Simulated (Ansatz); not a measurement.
PtSe: pressure and formation energy against volume per atom

Plane-wave density functional theory, PAW datasets, Gaussian smearing 0.05 eV: one cell in which all forces lie under 0.002 eV/angstrom; stress (xx yy zz yz xz xy) and pressure positive in compression; site moments are of spin alone; formation energy from the elements run alike, uncorrected. The results are calculated, by Ansatz 0.2.0.

Cell of the first row (space group Fm-3m, No. 225):
```
PtSe
1.0
      0.0000     2.5707     2.5707
      2.5707     0.0000     2.5707
      2.5707     2.5707     0.0000
Pt Se
1 1
Direct
  0.50000 0.50000 0.50000
  0.00000 0.00000 0.00000
```

Settings of every row: paw set soft_2; functional PBEsol; spin treatment collinear; moment partition spheres; spin axis none; wave cutoff 420 eV; k mesh 10x10x10; SCF start atoms; lower state search light; symmetry use detected.

Atom:
| element | first moment (μB) | hubbard u (eV) |
| --- | --- | --- |
| Pt | 0.05 | 0 |
| Se | 0 | 0 |

Limits: formation energy without spin-orbit coupling on heavy elements; only this magnetic order was tried; starting moments were lost; the cell comes from a prototype or a list of computed structures and needn't be the stable phase.

| row | volume per atom (Å³) | pressure (GPa) | formation energy (eV per atom) | energy above relaxed cell (meV per atom) |
| --- | --- | --- | --- | --- |
| 1 | 16.988 | 6.87 | -0.0215 | 14.32 |
| 2 | 17.342 | 3.19 | -0.0325 | 3.33 |
| 3 | 17.539 | 1.33 | -0.0352 | 0.58 |
| 4 | 17.696 | -0.06 | -0.0358 | 0 |
| 5 | 18.05 | -2.93 | -0.0323 | 3.47 |
| 6 | 18.404 | -5.44 | -0.0229 | 12.88 |
| 7 | 19.336 | ? | ? | ? |

Question: what pressure and formation energy should row 7 give?

Worked fit of pressure. Take u = (V_r/V)^(2/3) − 1 with V_r = 17.617 Å³ an atom, which is twice the finite (Eulerian) strain; such expansions in the strain, on which the Birch-Murnaghan equation of state is built, carry the rest volume and the bulk modulus. The shown rows have u = 0.02453, 0.01054, 0.00296, -0.00298, -0.01606, -0.02872. Least squares give pressure = 0.629 + 234.55 × u + 808.6 × u² GPa; a straight line predicts inner rows, each left out in turn, worse (root mean square 0.22 against 0.0023 GPa). All shown rows lie on it to the printed digit. The pressure vanishes at u = -0.0027, or V = 17.69 Å³ an atom, and there the bulk modulus at fixed shape and fractions is B = −V dP/dV = (2/3)(1 + u) dP/du = 153 GPa. The withheld row has u = -0.06018, so the fit gives 0.629 + 234.55 × (-0.06018) + 808.6 × (-0.06018)² = -10.56 GPa.

The calculation gave -10.70 GPa. The fit lies 0.14 GPa (1.3 % of the value, 0.8 % of the column's range) above it; its largest miss of a shown row is 0.00 GPa. This row lies beyond the range of the fit.

Worked fit of formation energy. Take u = (V_r/V)^(2/3) − 1 with V_r = 17.617 Å³ an atom, which is twice the finite (Eulerian) strain; such expansions in the strain, on which the Birch-Murnaghan equation of state is built, carry the rest volume and the bulk modulus. The shown rows have u = 0.02453, 0.01054, 0.00296, -0.00298, -0.01606, -0.02872. Least squares give formation energy = −0.03567 + 0.0961 × u + 19.259 × u² + 15.05 × u³ eV per atom; a parabola predicts inner rows, each left out in turn, worse (root mean square 9e-05 against 2.1e-05 eV per atom). All shown rows lie on it to the printed digit. The withheld row has u = -0.06018, so the fit gives −0.03567 + 0.0961 × (-0.06018) + 19.259 × (-0.06018)² + 15.05 × (-0.06018)³ = 0.0250 eV per atom.

The calculation gave 0.025 eV per atom. The fit meets it to the printed digit. This row lies beyond the range of the fit.

The other values of row 7: energy above relaxed cell 60.78 meV per atom.
